**Question.** I'm looking at spin-orbit CASSCF results for 3d³⁺ ions in an octahedron of point charges. χT at 300 K is sometimes below and sometimes far above the spin-only value, χT at 2 K nearly vanishes for three ions, and the first excitation jumps over three orders of magnitude. Can such values be estimated on paper, and how far can the estimate be trusted?

Calculated values. OpenMolcas 26.06, state-averaged CASSCF over the 3d shell with spin-orbit state interaction (atomic mean-field integrals), DKH2, ANO-RCC-VDZP. Each 3+ ion sits in a regular octahedron of six point charges of −1 e. Ground levels carry double-group labels; χT is the powder susceptibility times temperature, from Van Vleck's formula.

```csv
ion,electrons in the shell,distance of the charges (Å),spin multiplicity of the ground level,ground level,degeneracy,first excitation (cm⁻¹),χT at 2 K (cm3 K/mol),χT at 50 K (cm3 K/mol),χT at 300 K (cm3 K/mol)
Ti3+,1,1.860,2,G8,4,226,0.007,0.118,0.465
V3+,2,1.790,3,E,2,21.5,0.008,0.189,0.874
Cr3+,3,1.890,4,G8,4,3120,1.43,1.46,1.62
Mn3+,4,2.080,5,A1,1,48.5,0.097,1.64,2.42
Fe3+,5,2.000,6,unlabelled,6,36900,4.39,4.39,4.39
Co3+,6,1.670,5,T2,3,258,3.29,3.71,4.42
Ni3+,7,1.750,4,G6,2,416,2.19,2.66,4.20
Cu3+,8,1.910,3,T2,3,1400,2.36,2.42,2.71
```

**Answer.** They can, for most rows, once the orbital term under each ground level is known. The printed label belongs to the spin-orbit level and hides that term. With $n$ the number of 3d electrons, $n = 1$ to 8 gives ²T2, ³T1, ⁴A2, ⁵E, ⁶A1, ⁵T2, ⁴T1, ³A2; the runs list these terms for Ti, V and Ni, and Hund's rule with the octahedral field supplies the others. The "T2" of Cu3+ is thus the spin triplet of an orbitally nondegenerate term. All rows are high-spin although lower spins were included wherever they exist, and the spin $S$ follows from the multiplicity $2S+1$.

**Two energies**

The first input is the spin-orbit constant of the term, $\lambda = \pm\zeta/2S$, positive below half filling and negative above. The one-electron constants are rough recalled values and were not adjusted:

$\zeta \approx$ 150 (Ti), 210 (V), 270 (Cr), 350 (Mn), 580 (Co), 710 (Ni), 880 (Cu) cm⁻¹.

The second input is the splitting $\Delta = 10Dq$ of the d orbitals. Point charges at distance $R$ give $\Delta \propto \langle r^4\rangle/R^5$, and the shell contracts along the row, which suggests

$$\Delta \approx 110000 \times 0.874^{\,n-1}/R^5 \quad (\text{cm}^{-1},\ R \text{ in Å}).$$

The two constants come from a least-squares line of $\ln(\Delta R^5)$ against $n-1$ through the splittings that the same runs give for Ti3+, V3+ and Ni3+, which the line reproduces to about 8%. The power of $R$ is assumed, and the constants are only an interpolation, extrapolated by one step for Cu3+. Because the distances span a factor of 3 in $R^{-5}$, the rows don't form one smooth trend.

**The rule**

The baseline is $\chi T = g^2S(S+1)/8$ in cm³ K/mol, with χ the powder susceptibility and $g = 2$. For the orbital singlet of Fe3+ this is the whole answer: 4.387 with the exact electron $g$, against 4.39 at all three temperatures. The first excitation of this ion changes the spin and depends on electron repulsion, so it lies outside the rule; the runs also lack dynamic correlation, which matters most for such a gap.

A2 and E terms have no orbital moment of their own and borrow one from the T2 term at $\Delta$. The squared matrix element of $L_z$ to T2 is 4 for A2 and on average 2 for E; call twice this value $m$. Second-order perturbation theory in spin-orbit coupling times field shifts $g$, and in the field alone it adds a temperature-independent susceptibility:

$$g = 2 - \frac{m\lambda}{\Delta}, \qquad \chi T = \frac{g^2S(S+1)}{8} + \frac{0.261\,m\,T}{\Delta}, \qquad m = 8\ (\mathrm{A_2}),\ 4\ (\mathrm{E}).$$

Here 0.261 is $N\mu_B^2$ for energies in cm⁻¹. The first excitation of an A2 ion is $\Delta$, lowered by the coupling $(\lambda/2)\,l\cdot S$ inside the excited T2. A ⁵E term splits only in second order, into a ladder of spacing $6\lambda^2/\Delta$.

T terms keep an orbital moment. Three degenerate orbital states behave like an angular momentum $l = 1$ with $L \to \alpha l$, where $\alpha = -1$ for T2 from a D term and $-3/2$ for T1 from an F term. The coupling $\alpha\lambda\, l\cdot S$ gives levels $J'$ with Landé intervals: the largest $J'$ lies lowest for $\lambda > 0$, with interval $|\alpha\lambda|J'$, and the smallest for $\lambda < 0$, with interval $|\alpha\lambda|(J'+1)$. When cold, χT is $g^2J'(J'+1)/8$ with the projected moment of $\alpha l + 2S$. When warm, it takes Van Vleck's sum over the two or three levels, or its first order in $\lambda/kT$, in which $\langle l\cdot S\rangle = -2\alpha\lambda S(S+1)/3kT$ enters the cross term $4\alpha\langle l\cdot S\rangle$:

$$g = \frac{\alpha[J'(J'+1)+2-S(S+1)] + 2[J'(J'+1)+S(S+1)-2]}{2J'(J'+1)},$$

$$8\chi T \approx 4S(S+1) + 2\alpha^2 - \tfrac{8}{3}\alpha^2S(S+1)\,\lambda/kT.$$

Both cases argue for one sign pattern: spin and orbit oppose each other below half filling and add above it. The table agrees at 2 and 50 K, where every ion before Fe3+ lies below spin-only and every ion after it above. At 300 K the one exception is Ti3+. Mn3+ is weaker evidence than the others, because much of its drop in the cold comes from the ladder, whose spacing doesn't depend on the sign of $\lambda$.

**Ti3+ worked through**

Here $S = 1/2$, $\alpha = -1$ and $\lambda = 150$ cm⁻¹, and $\Delta$ isn't needed, so the fit plays no part. The lowest level is $J' = 3/2$, the quartet G8, and the interval is $\tfrac32\lambda = 225$ cm⁻¹ against 226. That closeness is partly luck, since $\zeta$ has two figures. The formula gives $g = 0$, because spin and orbital moments cancel, which accounts for the near-zero χT at 2 K.

At 300 K, $kT = 208.5$ cm⁻¹ and the shortcut reads

$$8\chi T = 3 + 2 - \tfrac83\cdot\tfrac34\cdot 0.72 = 3.56, \qquad \chi T = 0.445,$$

which is 4% below the table's 0.465 and above the spin-only 0.376. The orbital term $2\alpha^2$ wins once $\lambda/kT < 3/[4S(S+1)]$. That places the crossing at 216 K for Ti3+, and the run has passed spin-only by 200 K. For V3+ the shortcut puts it near 400 K, so that ion is still below spin-only at room temperature.

**Cr3+ worked through**

This row was not part of the fit. With $S = 3/2$, $\lambda = 270/3 = 90$ cm⁻¹ and $R = 1.89$ Å:

$$\Delta = 110000\times 0.874^2/24.1 \approx 3480, \qquad g = 2.002 - 8\cdot 90/3480 = 1.795,$$

$$\chi T(300\ \mathrm{K}) = \frac{1.795^2\cdot 3.75}{8} + \frac{0.261\cdot 8\cdot 300}{3480} = 1.51 + 0.18 = 1.69.$$

The result is 4% above the table's 1.62, where spin-only is 16% above. The first part alone is the estimate for 2 K and compares with 1.43. The lowest level of ⁴T2 has $J' = 1/2$, so the excitation is $\Delta - \tfrac54\lambda \approx 3370$ cm⁻¹, 8% above the table.

The table also tests $\Delta$ directly, because the second term is a straight line in $T$. The rise of χT from 50 to 300 K gives 3260 cm⁻¹, so the interpolated value is 7% too large. Using the smaller value lowers $g$ to $2.002 - 720/3260 = 1.78$, only part of the way to the 1.75 implied by the 2 K value.

**Accuracy and range**

With the full Van Vleck sum for T terms, the mean error of χT at 300 K relative to the table is 15% over all eight rows, against 28% for spin-only. The failures sort by $|\lambda|/\Delta$. The six rows with a ratio under 0.05, a limit read off these results, have a mean error of 4.5% and none reaches 10%. The shortcut has a further condition: it holds within 8% while $|\lambda|/kT$ is about 0.7 or less, and it overshoots by 34% for Ni3+, where the ratio exceeds one. For the first excitation the rule errs by about 12% or less for Ti3+, Cr3+, Co3+ and Cu3+ and is 28% high for Ni3+; V3+ and Mn3+ are the failures described below.

Ni3+ and Cu3+ have $|\lambda|/\Delta$ of 0.08 and 0.26, and there the ground term can't be treated apart from its neighbours. The rule is 22% low for Ni3+ and 69% high for Cu3+ at 300 K, and at 2 K it is worse than spin-only for both. Diagonalising the whole D or F term numerically, with the same $\lambda$ and $\Delta$, brings Co3+, Ni3+ and Cu3+ within about 1% at 300 K. That comparison locates the fault in stopping at low order in $\lambda/\Delta$.

For these ions the opposite limit works on paper at low temperature. Couple $L$ and $S$ to the free-ion $J$ first and let the field split it; group theory gives $g = \tfrac{11}{3}g_J$ for the G6 doublet of $J = 9/2$ and $g = \tfrac52 g_J$ for the T2 triplet of $J = 4$, with $g_J$ the Landé factor. Ni3+ ($g_J = 4/3$) then has $g = 4.89$, close to the 4.83 that the table's χT at 2 K implies, where the T-term rule gives 4.34. χT at 2 K comes out 2% high for Ni3+ and 4% high for Cu3+. Co3+ lies between the limits, its 3.63 bracketed by 3.50 and 3.75.

A small ratio doesn't protect the rule at 2 K, where second-order splittings exceed $kT$. In V3+ the fivefold $J' = 2$ level is unsplit in the rule, while the run splits it by 21.5 cm⁻¹ and leaves an E level with $g \approx 0$ lowest. The rule's 0.054 therefore far exceeds the table's 0.008, and the whole-term treatment recovers 0.009. The small value reflects a nonmagnetic level of a spin triplet, and χT grows nearly in proportion to $T$ through field-induced mixing.

Mn3+ is the row that neither treatment repairs. The ladder formula gives 24 cm⁻¹, half of the table's 48.5, and χT at 2 K comes out more than twice too large. With the nonmagnetic A1 level lowest, the cold limit is $\chi T = 4\cdot 0.261\,(2-8\lambda/\Delta)^2\,T/\text{gap}$. Taken with the table's gap, the 2 K value implies $\lambda/\Delta \approx 0.063$ where the inputs give 0.046. Reaching that ratio by a smaller $\Delta$ alone gives a ladder spacing of only 33 cm⁻¹. A larger $\lambda$ alone would come near the table's spacing, but it would have to grow by about a third, while the constants for Ti3+ and V3+ fit their runs within a few per cent. Both treatments also leave out mixing with spin triplets, which is expected to contribute but wasn't tested. In neighbouring Fe3+, whose ⁶A1 term can couple only to other spins, such mixing lowers the ground level by 29 cm⁻¹, so effects of the missing size are plausible. The ladder itself belongs to an imposed regular octahedron, and a Jahn-Teller distortion of the ⁵E term would replace it.

**Other ligands and other shells**

Point charges lack covalency, and the field here is much too weak: Ti3+ has $\Delta = 5280$ cm⁻¹, while the hexaaqua ion has roughly 20000 (a rough recalled size). The fitted $\Delta$ formula therefore describes these model ions only. With a real field taken from a spectrum, $\lambda/\Delta$ shrinks, about fourfold for Ti3+, so A2 ions move toward spin-only and neglecting the neighbouring terms is safer. For T terms the octahedron must also stay regular, because a distortion that splits the term by an energy comparable to $|\lambda|$ changes the moment, most of all in the cold. The stronger field can change the ground term, however: octahedral Co3+ is mostly low-spin and nearly nonmagnetic, and the term must be assigned again before any formula is applied.

The trivalent 4f ions sit at the far end of the same ratio. Their shell is shielded from the ligands and their spin-orbit coupling is stronger, so $J$ is formed first and the field only splits it. The treatment that rescued Ni3+ and Cu3+ at 2 K is the normal starting point there, and the weak point-charge field has pushed these two 3d ions part of the way toward that behaviour.
